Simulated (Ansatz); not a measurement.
LaAs: the change of pressure with volume scale

Results calculated with Ansatz 0.2.0, not measured. Periodic Kohn-Sham DFT of a crystal at fixed atoms, scaled to volume_scale times the given cell; pressure positive in compression, energy less spherical unpolarised free atoms, largest_vzz the field gradient of largest size among the nuclei.

The cell before it is scaled or strained (space group Fm-3m, No. 225):
```
cell vectors (Å)
   0.0000     3.0625     3.0625
   3.0625     0.0000     3.0625
   3.0625     3.0625     0.0000
atoms (fractions of the cell vectors)
La  0.00000  0.00000  0.00000
As  0.50000  0.50000  0.50000
```

Settings of every row: method all-electron PAW; functional PBEsol; relativity scalar; k mesh 12x12x12; filling fermi-dirac; smearing width 0.05 eV; nucleus gaussian.

Atom start moment: 0 on all atoms.

Limits: no spin-orbit coupling on heavy atoms.

| row | volume scale | V (Å³/atom) | pressure (GPa) |
| --- | --- | --- | --- |
| 1 | 0.94 | 27 | 4.356 |
| 2 | 0.96 | 27.574 | 2.576 |
| 3 | 0.98 | 28.148 | 0.967 |
| 4 | 0.99 | 28.436 | ? |
| 5 | 1 | 28.723 | -0.487 |
| 6 | 1.01 | 29.01 | -1.16 |
| 7 | 1.02 | 29.297 | -1.799 |
| 8 | 1.04 | 29.872 | -2.984 |
| 9 | 1.06 | 30.446 | -4.051 |

Question: what pressure should row 4 give?

Worked fit of pressure. Take u = (V_r/V)^(2/3) − 1 with V_r = 28.867 Å³ an atom, which is twice the finite (Eulerian) strain; such expansions in the strain, on which the Birch-Murnaghan equation of state is built, carry the rest volume and the bulk modulus. The shown rows have u = 0.04558, 0.03102, 0.01696, 0.00334, -0.00329, -0.00981, -0.02256, -0.03488. Least squares give pressure = −0.8291 + 101.42 × u + 264.41 × u² + 140 × u³ GPa; a parabola predicts inner rows, each left out in turn, worse (root mean square 0.0023 against 0.0007 GPa). The rows lie off it by 0.000, 0.000, -0.001, 0.000, 0.000, 0.000, 0.000, 0.000. The pressure vanishes at u = 0.0080, or V = 28.52 Å³ an atom, and there the bulk modulus at fixed shape and fractions is B = −V dP/dV = (2/3)(1 + u) dP/du = 71 GPa. The withheld row has u = 0.01008, so the fit gives −0.8291 + 101.42 × (0.01008) + 264.41 × (0.01008)² + 140 × (0.01008)³ = 0.220 GPa.

The calculation gave 0.221 GPa. The fit lies 0.001 GPa (0.012 % of the column's range) below it, one unit of the last digit.
